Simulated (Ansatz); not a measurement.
Mg2O: pressure and energy above lowest point against volume per atom

All results are calculated (Ansatz 0.2.0 development build). Equation of state of a cubic crystal from periodic Kohn-Sham density functional theory without spin; pressure corrected for the finite basis.

Cell of the first row (space group Fm-3m, No. 225):
```
cell vectors (Å)
   0.0000     2.7621     2.7621
   2.7621     0.0000     2.7621
   2.7621     2.7621     0.0000
atoms (fractions of the cell vectors)
Mg  0.25000  0.25000  0.25000
Mg  0.75000  0.75000  0.75000
O   0.00000  0.00000  0.00000
```

Settings of every row: formula Mg2O; structure type antifluorite; functional PBE; spin treatment none; k mesh 17x17x17; occupation method fermi-dirac; occupation width 0.061225619 eV; wave cutoff 930 eV; datasets hand-made PAW; density cutoff ratio 5.

Limits: a cubic model structure, not a phase known at ambient conditions; the SCF threshold is loose for a stress in some rows.

```
row  volume per atom (Å³)  pressure (GPa)  energy above lowest point (meV/atom)
  1                14.049           4.011                                 10.61
  2                14.348           2.532                                  4.53
  3                14.647           1.192                                  1.07
  4                14.946           -0.02                                     0
  5                15.245          -1.116                                  1.08
  6                15.544               ?                                     ?
  7                15.842          -3.018                                   8.9
```

Question: what pressure and energy above lowest point should row 6 give?

Worked fit of pressure. Take u = (V_r/V)^(2/3) − 1 with V_r = 14.796 Å³ an atom, which is twice the finite (Eulerian) strain; such expansions in the strain, on which the Birch-Murnaghan equation of state is built, carry the rest volume and the bulk modulus. The shown rows have u = 0.03514, 0.02071, 0.00677, -0.0067, -0.01973, -0.04452. Least squares give pressure = 0.5738 + 89.9 × u + 217.46 × u² + 230 × u³ GPa; a parabola predicts inner rows, each left out in turn, worse (root mean square 0.0049 against 0.0023 GPa). The rows lie off it by 0.000, 0.001, 0.000, -0.001, 0.001, 0.000. The pressure vanishes at u = -0.0065, or V = 14.94 Å³ an atom, and there the bulk modulus at fixed shape and fractions is B = −V dP/dV = (2/3)(1 + u) dP/du = 57.7 GPa. The withheld row has u = -0.03234, so the fit gives 0.5738 + 89.9 × (-0.03234) + 217.46 × (-0.03234)² + 230 × (-0.03234)³ = -2.114 GPa.

The calculation gave -2.111 GPa. The fit lies 0.003 GPa (0.043 % of the column's range) below it; its largest miss of a shown row is 0.001 GPa.

Worked fit of energy above lowest point. Take u = (V_r/V)^(2/3) − 1 with V_r = 14.796 Å³ an atom, which is twice the finite (Eulerian) strain; such expansions in the strain, on which the Birch-Murnaghan equation of state is built, carry the rest volume and the bulk modulus. The shown rows have u = 0.03514, 0.02071, 0.00677, -0.0067, -0.01973, -0.04452. Least squares give energy above lowest point = 0.254 + 79.09 × u + 6138.1 × u² meV/atom; a straight line predicts inner rows, each left out in turn, worse (root mean square 3.9 against 0.0043 meV/atom). The rows lie off it by 0.00, 0.01, 0.00, 0.00, 0.00, 0.00. Its lowest point lies at u = -0.0064, or V = 14.94 Å³ an atom, and the curvature there gives the bulk modulus at fixed shape and fractions, B = (4/9)(1 + u)² E″(u)/V = 57.8 GPa. The withheld row has u = -0.03234, so the fit gives 0.254 + 79.09 × (-0.03234) + 6138.1 × (-0.03234)² = 4.12 meV/atom.

The calculation gave 4.1 meV/atom. The fit lies 0.02 meV/atom (0.19 % of the column's range) above it; its largest miss of a shown row is 0.01 meV/atom.
